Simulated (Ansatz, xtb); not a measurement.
## Two isomers of C5H6O3Si

Structure I: `O=C1C=C(O[SiH3])C(=O)C1`, a singlet. Structure II: `O=CC[Si@@H]1C=CC(=O)O1`, a singlet. Both are isolated molecules in the gas phase, relaxed with B3LYP-D3(BJ)/def2-SVP; the shapes shown needn't be the lowest conformers.

I (Å):

```yaml
atoms:
  - { symbol: C, position_ang: [-2.9899, -0.3578, 0.3075] }
  - { symbol: C, position_ang: [-2.3291, 0.1138, -0.9271] }
  - { symbol: C, position_ang: [-1.0127, -0.2262, -0.9136] }
  - { symbol: C, position_ang: [-0.6735, -0.9638, 0.3466] }
  - { symbol: C, position_ang: [-1.9359, -1.0709, 1.1699] }
  - { symbol: O, position_ang: [-4.1547, -0.2156, 0.6027] }
  - { symbol: O, position_ang: [-0.0925, 0.0136, -1.8271] }
  - { symbol: O, position_ang: [0.4430, -1.3704, 0.5877] }
  - { symbol: Si, position_ang: [1.5778, -0.3941, -1.8543] }
  - { symbol: H, position_ang: [-2.8539, 0.6538, -1.7145] }
  - { symbol: H, position_ang: [1.9919, 0.1772, -3.1617] }
  - { symbol: H, position_ang: [1.7692, -1.8643, -1.8703] }
  - { symbol: H, position_ang: [2.3117, 0.2849, -0.7593] }
  - { symbol: H, position_ang: [-1.8239, -0.5849, 2.1526] }
  - { symbol: H, position_ang: [-2.2125, -2.1212, 1.3567] }
```

II (Å):

```xyz
15

C     1.6139    0.0135    1.1805
C     1.1753   -0.9055    0.0739
C    -1.5992    0.5400   -0.4948
C    -2.4923   -0.1756   -1.2008
C    -1.9283   -1.1056   -2.2424
O     1.2136    1.1523    1.2734
O    -2.5679   -1.8233   -2.9587
O    -0.5636   -1.0430   -2.2773
Si    0.0883    0.0564   -1.1361
H     2.3329   -0.3972    1.9336
H     2.0551   -1.3597   -0.4165
H     0.6132   -1.7536    0.5074
H     0.8618    1.1034   -1.8420
H    -1.8793    1.2472    0.2882
H    -3.5798   -0.1501   -1.0895
```

Quicker runs give these differences E(II) − E(I): GFN2-xTB +24.4 kcal/mol; HF/STO-3G −13.0 kcal/mol (at GFN2-xTB geometries); r2SCAN-D4/def2-SVP −11.2 kcal/mol (at GFN2-xTB geometries).

**Question.** Estimate which is lower in electronic energy at CCSD(T)/def2-SVP + ΔMP2/def2-TZVPP, and by roughly how much.

**Answer.** The CCSD(T)/def2-SVP + ΔMP2/def2-TZVPP calculation puts structure II lower, by 17.4 kcal/mol.

The same difference at several levels:

| level | geometry | E(II) − E(I) (kcal/mol) | departure from the last row (kcal/mol) | job, with rough time for the two |
| --- | --- | --- | --- | --- |
| GFN2-xTB | GFN2-xTB | +24.4 | +41.8 | optimisation, 0.2 s |
| HF/STO-3G | GFN2-xTB | −13.0 | +4.3 | single point, 0.52 s |
| r2SCAN-D4/def2-SVP | GFN2-xTB | −11.2 | +6.2 | single point, 4.9 s |
| B3LYP-D3(BJ)/def2-SVP | B3LYP-D3(BJ)/def2-SVP | −10.8 | +6.5 | optimisation, 65 s |
| HF/def2-SVP | B3LYP-D3(BJ)/def2-SVP | −15.2 | +2.2 | part of the CCSD(T) run |
| MP2/def2-SVP | B3LYP-D3(BJ)/def2-SVP | −13.7 | +3.7 | part of the CCSD(T) run |
| CCSD(T)/def2-SVP | B3LYP-D3(BJ)/def2-SVP | −13.9 | +3.5 | single point |
| CCSD(T)/def2-SVP + ΔMP2/def2-TZVPP | B3LYP-D3(BJ)/def2-SVP | −17.4 |  | single point, 2.5 min |

As drawn, II has 2 C–Si, 2 C–H in place of 2 C–C, 2 Si–H.

GFN2-xTB puts the two in the other order. The largest departure from CCSD(T)/def2-SVP + ΔMP2/def2-TZVPP is that of GFN2-xTB, 41.8 kcal/mol. The last row adds to CCSD(T) the change of the MP2 difference between the two basis sets, here −3.5 kcal/mol, a large step that makes the value less sure.

With thermal terms from frequencies at re-optimised GFN2-xTB minima (ideal gas, soft modes damped towards free rotors, one conformer each, 298.15 K, 1 atm): on the last row, ΔE + ΔZPE = −15.3, ΔH = −15.0, ΔG = −16.1 kcal/mol.

The correlated steps freeze 13 core orbitals. Mirror images aren't counted in ΔG. Programs: Ansatz 0.2.0, xtb 6.7.1; the last row on 4 threads of Arm Neoverse V2 on a shared host.

Structure II is favoured by every Hartree–Fock, density-functional and correlated row, and the thermal terms trim that preference without overturning it. The bond count suggests the main reason: hydrogen moves from silicon to carbon, and a C–H bond is considerably stronger than Si–H, which probably outweighs the exchange of C–C for C–Si bonds. Both isomers keep one Si–O bond, so silicon's affinity for oxygen does not by itself decide the order. Conjugation also differs: II has a true ester-type carboxylate linkage, whereas I has the vinylogous counterpart and two carbonyls competing for the same alkene, but the totals do not separate these effects from ring strain.

In the def2-SVP basis, Hartree–Fock and CCSD(T) differ by little, so the preference is already present at mean-field level and does not depend on correlation. The reversed order from GFN2-xTB probably reflects an imbalance in its parametrised description of the exchanged silicon and carbon bonds. The energy difference implies nothing about how readily I would convert into II, since that requires extensive skeletal rearrangement.
